# Gate charge and capacitance with polysilicon depletion

## System and conventions

- Stack: p$^+$ poly-Si gate / SiON / n-Si, a pMOSFET in inversion with source, drain and body grounded. One dimension, all charges per unit area.
- A p$^+$ gate depletes when its charge is negative (uncovered acceptors): $Q_G=-Q$ with $Q>0$, at negative $V_G$.
- $\psi_s$ is the channel surface potential relative to the substrate bulk, negative in inversion.
- $\psi_p>0$ is the potential of the poly surface relative to the neutral poly.
- $N_p$ is the active, fully ionised, uniform acceptor density. $V_t=k_BT/q$.

Assumed inputs (typical values for the material constants): $N_p=3\times10^{19}$ cm$^{-3}$, physical thickness $t=2.5$ nm, $\kappa_{\rm SiON}=5.0$, $\kappa_{\rm Si}=11.7$ (also for poly), $\kappa_{\rm SiO_2}=3.9$, $E_g=1.12$ eV, $N_V=3.1\times10^{19}$ cm$^{-3}$, $T=300$ K. All numbers below are the model's and are computed from unrounded intermediates.

Voltage balance from substrate to gate contact:
$$V_G=\phi_{ms}+\psi_s-\frac{Q}{C_{ox}}-\psi_p .$$
Define the drop shared by dielectric and poly,
$$V\equiv\phi_{ms}+\psi_s-V_G=\frac{Q}{C_{ox}}+\psi_p .$$

- Without oxide charge $V_{FB}=\phi_{ms}$, so $V=-(V_G-V_{FB}-\psi_s)$. For an n$^+$ gate on p-Si, $V=+(V_G-V_{FB}-\psi_s)$ and $Q_G=+Q$.
- With fixed charge $Q_f$ at the channel interface, the rigid-gate value is $V_{FB}=\phi_{ms}-Q_f/C_{ox}$. The dielectric field is still set by $Q_G$, so $V$ keeps $\phi_{ms}$.
- $E_F$ lies near $E_V$ both in the neutral gate and at the strongly inverted surface. Hence $\phi_{ms}+\psi_s\approx0$ and $V\approx-V_G$ within a few $V_t$.

## Smallest model: one coordinate

Three elements: a conducting sheet at fixed $\psi_s$ (the channel), a linear dielectric, and a slab $0<x<x_d$ of poly emptied of holes, with an abrupt edge. The only unknown is $x_d$, or $Q=qN_px_d$.

Poisson in the slab, $\epsilon_{Si}\psi''=qN_p$ with $\psi=\psi'=0$ at $x_d$:
$$\psi(x)=\frac{qN_p}{2\epsilon_{Si}}(x_d-x)^2,\qquad \psi_p=\psi(0)=\frac{Q^2}{2K},\qquad K\equiv q\epsilon_{Si}N_p .$$

The field energy of the slab is $\int_0^{x_d}\tfrac12\epsilon_{Si}\psi'^2dx=Q^3/6K$. At fixed $V$ minimise
$$G(Q)=\frac{Q^2}{2C_{ox}}+\frac{Q^3}{6K}-QV .$$
The condition $dG/dQ=0$ reproduces the voltage balance:
$$\frac{Q^2}{2K}+\frac{Q}{C_{ox}}-V=0 .$$

## Closed form

With $a=K/C_{ox}^2$ (volts), the positive root is
$$\boxed{Q=C_{ox}\,a\left[\sqrt{1+2V/a}-1\right]},\qquad Q_G=-Q .$$
For pinned $\psi_s$, $dV=-dV_G$, so $C=dQ_G/dV_G=dQ/dV$:
$$\boxed{C=\frac{C_{ox}}{\sqrt{1+2V/a}}},\qquad \frac1{C^2}=\frac1{C_{ox}^2}+\frac{2V}{K}.$$

- $1/C^2$ is linear in $V_G$. The slope is $-2/(q\epsilon_{Si}N_p)$ for the p$^+$ gate and $+2/(q\epsilon_{Si}N)$ for an n$^+$ gate of donor density $N$.
- The slope does not contain $C_{ox}$. The line extrapolates to zero at $V=-a/2$.
- Small signal: $1/C=dV/dQ=1/C_{ox}+x_d/\epsilon_{Si}$. The full $x_d$ enters, so $\Delta{\rm EOT}=(\kappa_{\rm SiO_2}/\kappa_{\rm Si})x_d=x_d/3$.
- Large signal: $V/Q=1/C_{ox}+x_d/2\epsilon_{Si}$. Only the centroid $x_d/2$ enters.
- $V\ll a$: $Q=C_{ox}V\,[1-V/2a+V^2/2a^2-\dots]$, the metal-gate limit.
- $V\gg a$: $Q\to\sqrt{2KV}-C_{ox}a$, whose leading term is that of a one-sided junction.

## Numbers

$C_{ox}=1.77$ µF/cm², EOT $=1.95$ nm, $K=4.98$ µC² cm$^{-4}$ V$^{-1}$, $a=1.59$ V, $V_t=25.9$ mV. The line is
$$1/C^2=0.319+0.402\,(V/{\rm volt})\quad[\text{cm}^4\,\mu\text{F}^{-2}],$$
with zero at $V=-0.79$ V. The columns marked PB come from the next section.

| $V$ (V) | $Q$ (µC/cm²) | $x_d$ (nm) | $\psi_p$ (V) | $\Delta$EOT (nm) | $C/C_{ox}$ | $Q$, PB (µC/cm²) | $C/C_{ox}$, PB |
|---|---|---|---|---|---|---|---|
| 0.5 | 0.78 | 1.6 | 0.06 | 0.54 | 0.783 | 0.74 | 0.783 |
| 1.0 | 1.41 | 2.9 | 0.20 | 0.98 | 0.665 | 1.38 | 0.670 |
| 1.5 | 1.97 | 4.1 | 0.39 | 1.36 | 0.588 | 1.94 | 0.592 |

At 1.0 V the charge is 20 % below $C_{ox}V$ and the capacitance 33 % below $C_{ox}$. The third digit of $C/C_{ox}$ serves only to compare the two models.

## General statement

Keep any gate law $\psi_p(Q)$ and any channel law $\psi_s(Q)$. The voltage balance gives
$$\frac1C=\frac{d(-V_G)}{dQ}=\frac1{C_{ox}}+\frac{d\psi_p}{dQ}+\frac{d|\psi_s|}{dQ}.$$
Since $d/d(-V_G)=C\,d/dQ$,
$$\frac{d(1/C^2)}{d(-V_G)}=2\frac{d(1/C)}{dQ}=2\frac{d^2}{dQ^2}\big(\psi_p+|\psi_s|\big).$$
So $1/C^2$ is straight exactly when $\psi_p+|\psi_s|$ is a quadratic polynomial in $Q$. The slab gives $\psi_p''=1/K$ and slope $2/K$. Constant and linear terms in $Q$ move the intercept and leave the slope alone.

### Soft depletion edge (Poisson-Boltzmann, PB)

With $p=N_pe^{-\psi/V_t}$ and electrons neglected, $\epsilon_{Si}\psi''=qN_p(1-e^{-\psi/V_t})$. Multiply by $\psi'$, integrate from the neutral bulk, and use $Q=\epsilon_{Si}|\psi'(0)|$. With $s=\psi_p/V_t$:
$$Q^2=2K\left[\psi_p-V_t(1-e^{-s})\right],\qquad \frac{C_{ox}}{C}=1+\frac{Q/C_{ox}}{a(1-e^{-s})}.$$

- For $s\gg1$, $\psi_p=Q^2/2K+V_t$. The closed form holds with $V\to V-V_t$ and the same slope.
- The slab overestimates $Q$ by a few per cent: the PB charge is lower by 4 % at 0.5 V and 2 % at 1.0 V.
- At $V=0$ the slab gives $C=C_{ox}$. PB gives a Debye layer, $L_D=\sqrt{\epsilon_{Si}V_t/qN_p}=0.75$ nm, and $C/C_{ox}=1/(1+\sqrt{V_t/a})=0.887$.
- Equality of the two capacitances at 0.5 V is a crossing. The slab lies above PB at lower $V$ and below it at higher $V$.
- Mean PB slope of $1/C^2$ in units of $2/K$: 0.95 between 0.5 and 1.0 V, 0.999 between 1.0 and 1.5 V.

Degeneracy: let $\mathcal F_j$ be the Fermi-Dirac integral normalised by $1/\Gamma(j+1)$, so $\mathcal F_{3/2}'=\mathcal F_{1/2}$. With $\eta=(E_V-E_F)/k_BT$ in the neutral gate, $\mathcal F_{1/2}(\eta)=N_p/N_V$ gives $\eta=0.30$. The bracket becomes $\psi_p-V_t[\mathcal F_{3/2}(\eta)-\mathcal F_{3/2}(\eta-s)]/\mathcal F_{1/2}(\eta)$. The offset at large $s$ is $1.17\,V_t=30$ mV, and the slope is again $2/K$.

### The channel is not pinned

This is the larger correction.

*Constant electrical thickness $z$ of the hole layer.* It adds a term linear in $Q$. The closed form survives with $1/C_{ox}\to1/C_{ox}+z/\epsilon_{Si}$ and unchanged slope. An assumed, typical $z=1$ nm for a quantised layer adds 0.33 nm of EOT, about a third of the poly term at 1.0 V. For a total drop of 1.0 V, $C$ falls from 1.18 to 1.09 µF/cm².

*Bias-dependent part.* For a classical inversion layer whose mobile charge dominates the substrate depletion charge, $Q^2\propto e^{|\psi_s|/V_t}$. Then $|\psi_s|=2V_t\ln Q+$const and $C_s=Q/2V_t$. At the 1.0 V row $C_s=27$ µF/cm², or 0.13 nm of EOT. With the slab for the gate,
$$\frac{d(1/C^2)}{d(-V_G)}=\frac2K-\frac{4V_t}{Q^2}=\frac2K\left(1-\frac{V_t}{\psi_p}\right).$$
The factor is 0.57, 0.87 and 0.93 for the three rows. Reading $N_p$ from the local slope at the 1.0 V row would overestimate it by 15 %. A quantised layer also thins as $Q$ grows, so its correction has the same sign, though its size needs a separate calculation.

### Fixed charge and dopant discreteness

- An assumed $Q_f/q=2\times10^{11}$ cm$^{-2}$ gives $Q_f/C_{ox}=18$ mV. Using $V_{FB}$ in place of $\phi_{ms}$ misplaces $V$ by this amount. The slope is unaffected.
- The mean acceptor spacing $N_p^{-1/3}=3.2$ nm is comparable with $x_d$. The continuum slab describes an area average only.
- If the doping varies with depth, $d\psi_p/dQ=x_d/\epsilon_{Si}$ and $dQ=qN_p(x_d)\,dx_d$ still hold for an abrupt edge. The local slope is $2/[q\epsilon_{Si}N_p(x_d)]$ and profiles the active doping.

## End of the line: gate inversion

Electrons gather at the poly surface when their density reaches about $N_p$. Here $N_p\approx N_V$, and the typical $N_C$ is of the same size. So $E_F$ must move from about $E_V$ to about $E_C$, and $\psi_p\approx E_g/q$. From $Q/C_{ox}=\sqrt{2a\psi_p}$:
$$V_{inv}=\psi_p+\sqrt{2a\psi_p}=1.12+1.89=3.0\ \text{V}.$$

- At this point $x_d=6.9$ nm, $C/C_{ox}=1/(1+\sqrt{2\psi_p/a})=0.46$, and the SiON field is 7.5 MV/cm.
- A typical band-gap narrowing of 0.1 eV lowers $V_{inv}$ to 2.8 V.
- Beyond $V_{inv}$, $x_d$ saturates. If electron generation follows the signal, $C$ rises back toward the value without the poly term.

The straight segment therefore needs $V_t\ll\psi_p<E_g/q$. In this model it runs from above about 1 V to about 3 V, and the slope approaches $2/K$ from below.

## Scale of the penalty

The model's $\Delta{\rm EOT}$ of 0.98 nm at 1.0 V is about two to three times the 0.3 to 0.5 nm that is typical knowledge for well-activated logic poly gates. The cause is the low $N_p$. With an assumed $N_p=1\times10^{20}$ cm$^{-3}$ and the same dielectric, the model gives $a=5.29$ V and $\Delta{\rm EOT}=0.34$ nm at 1.0 V. Since $a\propto N_pt^2$, halving the dielectric thickness requires four times the active doping to hold $C/C_{ox}$ at fixed $V$.